Why does turning one N–H bond of H2N–BHF about the B–N axis cost almost 1 eV and then give most of it back in a single step? The molecule is planar at its minimum, which lets the nitrogen lone pair donate into the empty p orbital of boron. Twisting the NH2 group breaks that overlap, the standard reason for stiff B–N rotation in aminoboranes, though no output here tests it. A rigid twist would give a smooth hill with its top at a quarter turn, and a half turn would restore the same molecule with the two N hydrogens exchanged.

Calculated values. Relaxed scan of the torsion H4-N1-B2-F3 in BFH3N (SMILES NBF; atoms in SMILES order, hydrogens last), Ansatz 0.2.0, gas phase. These four atoms keep the minimum's three bonds and two angles, and the rest relax with PBE0-D4/def2-TZVP. Energies use def2-TZVPP, with frozen cores in CCSD and CCSD(T), and are zero at the PBE0-D4 minimum (-180.0°) at every level.

```
torsion (°)  CCSD(T) (eV)  PBE-D4 (eV)  B3LYP-D4 (eV)  wB97M-V (eV)  CCSD (eV)  B3LYP-D4 less CCSD(T) (eV)  T1 diagnostic
     -180.0        0.0000       0.0000         0.0000        0.0000     0.0000                      0.0000            n/a
     -164.2        0.0252       0.0251         0.0259        0.0254     0.0256                      0.0007          0.012
     -141.7        0.1557       0.1534         0.1576        0.1542     0.1572                      0.0019          0.012
     -119.2        0.3960       0.3889         0.3974        0.3888     0.3980                      0.0014          0.013
      -96.7        0.7057       0.6966         0.7069        0.6910     0.7069                      0.0012          0.013
      -74.2        0.9966       0.9978         1.0007        0.9766     0.9946                      0.0041          0.013
      -51.7        0.2654       0.2619         0.2716        0.2664     0.2685                      0.0062          0.012
      -29.2        0.0807       0.0816         0.0845        0.0828     0.0820                      0.0038          0.012
       -6.7        0.0042       0.0054         0.0046        0.0043     0.0040                      0.0004          0.012
```

The table does return nearly to zero in its last row, but the hill is not smooth. All energies are counted from the minimum at the same level. CCSD(T) is still climbing at 12.9 meV per degree as it arrives at −74.2°, and over the next step it falls at 32.5 meV per degree. A curve nearing a smooth maximum flattens first, and this one has hardly begun to. Smooth torsion forms fail accordingly: even a series of three cosines fitted to all rows lies 0.25 eV below the top row and as far above the next.

The electronic method is not what breaks. The drop is 0.73 eV at CCSD(T), and the five levels agree on it within 0.026 eV. The worst error of any level against CCSD(T) is −0.020 eV, for wB97M-V at the top row, and the drop is 37 times that. The T1 diagnostic, which measures the single-excitation amplitudes and grows when one determinant is a poor start, is flat through the jump. Agreement here has a blind spot, since every level is evaluated on the same PBE0-D4 structures and inherits any fault in them.

The structure at −164.2° shows where the fault can enter. The scan drives only H4, and the other N hydrogen, H5, is free. In this row H4 has turned 16° out of the plane, while the torsion of H5 against F stays near 1°, as at the minimum within the rounding of the coordinates. The angles at nitrogen sum to 358°, so it has begun to pyramidalise. For this row, then, the scanned angle is a mixture of twist and out-of-plane bending.

A two-spring picture makes the mixture explicit. Let a and b be the turns of H4 and H5 away from a planar structure, so that the twist is τ = (a + b)/2 and the pyramidalisation is w = (a − b)/2, with stiffnesses Kt and Kw and no coupling term:

E = Kt τ² + Kw w²

The relaxation sets dE/db = 0, which gives

b = a (Kw − Kt)/(Kw + Kt)

E = k d², with k = Kt Kw/(Kt + Kw)

Here d = |a| is the distance of H4 from its planar position. H5 follows H4 only if pyramidalising is much stiffer than twisting, and it stays behind when the two are comparable, as the one structure above suggests. There are two planar minima, with H4 trans or cis to F, so the argument gives two valleys, each rising from its own well. At a torsion where both exist, a local optimiser usually stays in the valley where its starting structure lies, even past their crossing. If each row was started from the one before, which the outputs don't say, the scan can be carried too far up the first valley.

One k was fitted to the six rows within 65° of a well, three on each side, and came out as 1.043 × 10⁻⁴ eV/deg². It reproduces them within 0.013 eV, well above the rounding but small beside the drop. Rows were assigned to a well by their side of the jump, so the fit shows that each side is nearly parabolic and does not predict where the jump falls. The two sides are not mirror images, the cis side lying 7 to 9 % below the trans side at equal d. The residuals stand in the printed output below.

The top row was not in the fit and makes the test. It lies 74.2° from the cis well, so that valley should give

E = 1.043 × 10⁻⁴ × 74.2² = 0.574 eV

The table has 0.9966 eV, higher by 0.42 eV. Counted from the trans well the parabola gives 1.167 eV, too high by 0.17 eV, so the harmonic form itself fails that far out, but the row is clearly closer to this value. The natural reading is that the structure is still in the first valley and that H5 swings over before −51.7°. That reading is an inference from energies alone and remains a guess until the two structures, or a scan run backwards, are examined.

On this reading the top row is no rotational barrier. Mirroring the first branch puts the crossing near −90° and 0.8 eV, an extrapolation that is not robust, and passing between valleys on this constrained surface costs at least the crossing energy. The first valley may climb further before it ends, which would raise the highest point. Freeing the B–N bond, held at 1.39 Å, and the two held angles can only lower the path. The sampled maximum therefore bounds the true barrier in neither direction.

The deviations of the functionals from CCSD(T) are far smaller than the jump. PBE-D4 and wB97M-V fall increasingly below CCSD(T) from −141.7° to −96.7°, where PBE-D4 is worst at −0.009 eV. B3LYP-D4 less CCSD(T) is positive in every displaced row and at most 0.006 eV. With one basis and borrowed structures, the pattern of these few meV deserves no cause.

Boron–nitrogen compounds of this family are related to precursors for boron nitride films. The upper rows are many times kT even at 1000 K (0.086 eV), which suggests, though constrained rows can't prove it, that the NH2 group mostly swings about a planar position there and does not rotate freely. It doesn't mean that half turns are rare, since a barrier of about 1 eV can still be crossed very often each second at that temperature. A rotor potential or force-field term fitted through this scan for gas-phase kinetics would absorb the jump, which on the reading above belongs to the scan and not to the molecule.

Output of the analysis:

```
CCSD(T) slopes between rows, meV/deg: 1.6 5.8 10.7 13.8 12.9 -32.5 -8.2 -3.4
rounding: 0.00005 eV in energy; 0.05 deg in torsion is up to 0.0007 eV on the rise
V sin^2: V = 0.722 eV; three cosines: V1 V2 V3 = 0.028 0.806 -0.155 eV
two branches: k = 1.043e-04 eV/deg^2, fitted to 6 rows within 65 deg of a well
V of a sin^2 curve with that curvature: 0.34 eV; highest row 0.9966 eV
torsion  d/deg  CCSD(T)/eV  E/d^2 (1e-4)  model less table, eV: sin^2, 3 cosines, k d^2
 -164.2   15.8   0.0252    1.009   +0.028 +0.010 +0.001
 -141.7   38.3   0.1557    1.061   +0.122 +0.047 -0.003
 -119.2   60.8   0.3960    1.071   +0.154 +0.070 -0.011
  -96.7   83.3   0.7057    1.017   +0.006 -0.002 +0.018  (not in k fit)
  -74.2  105.8   0.9966    0.890   -0.328 -0.253 +0.171  (not in k fit)
  -51.7   51.7   0.2654    0.993   +0.179 +0.247 +0.013
  -29.2   29.2   0.0807    0.946   +0.091 +0.057 +0.008
   -6.7    6.7   0.0042    0.936   +0.006 -0.115 +0.000
rms over 8 rows, eV: 0.153 0.136 0.061
largest misfit, eV: -0.328 at -74.2, -0.253 at -74.2, +0.171 at -74.2
row -96.7: table 0.706, k d^2 from -180 0.724, from 0 0.975 eV
row -74.2: table 0.997, k d^2 from -180 1.167, from 0 0.574 eV
second branch / first branch at equal distance: 0.93 0.91 0.93
mirror x 1.00: 0.57 eV at -74.2, table higher by 0.42; crossing at -90 deg, 0.79 eV
mirror x 0.93: 0.53 eV at -74.2, table higher by 0.46; crossing at -92 deg, 0.76 eV
level: top/eV, drop/eV, mean abs and worst error against CCSD(T)/eV
CCSD(T)   0.9966  0.7312
CCSD      0.9946  0.7261  0.0015  +0.0031 at -51.7 (+1.2 %)
PBE-D4    0.9978  0.7359  0.0032  -0.0091 at -96.7 (-1.3 %)
B3LYP-D4  1.0007  0.7291  0.0025  +0.0062 at -51.7 (+2.3 %)
wB97M-V   0.9766  0.7102  0.0059  -0.0200 at -74.2 (-2.0 %)
errors by row from -164.2 to -6.7, meV:
CCSD       +0.4  +1.5  +2.0  +1.2  -2.0  +3.1  +1.3  -0.2
PBE-D4     -0.1  -2.3  -7.1  -9.1  +1.2  -3.5  +0.9  +1.2
B3LYP-D4   +0.7  +1.9  +1.4  +1.2  +4.1  +6.2  +3.8  +0.4
wB97M-V    +0.2  -1.5  -7.2 -14.7 -20.0  +1.0  +2.1  +0.1
spread of the drop 0.0257 eV; CCSD(T) drop / worst level error = 37
T1 range 0.012 to 0.013; kT at 300 K 0.026 eV, at 1000 K 0.086 eV
deg: |H4NBF| |H5NBF| angle sum N, angle sum B, H4NB, H5NB; B-N in angstrom
row -180.0: 179.9 1.1 360.0 360.0 122.4 122.9 ; 1.39
  scatter from coordinate rounding: 0.2 0.5 0.0 0.0 0.3 0.3
row -164.2: 164.2 1.4 358.0 360.0 122.4 121.9 ; 1.39
  scatter from coordinate rounding: 0.4 0.5 0.2 0.0 0.3 0.3
```
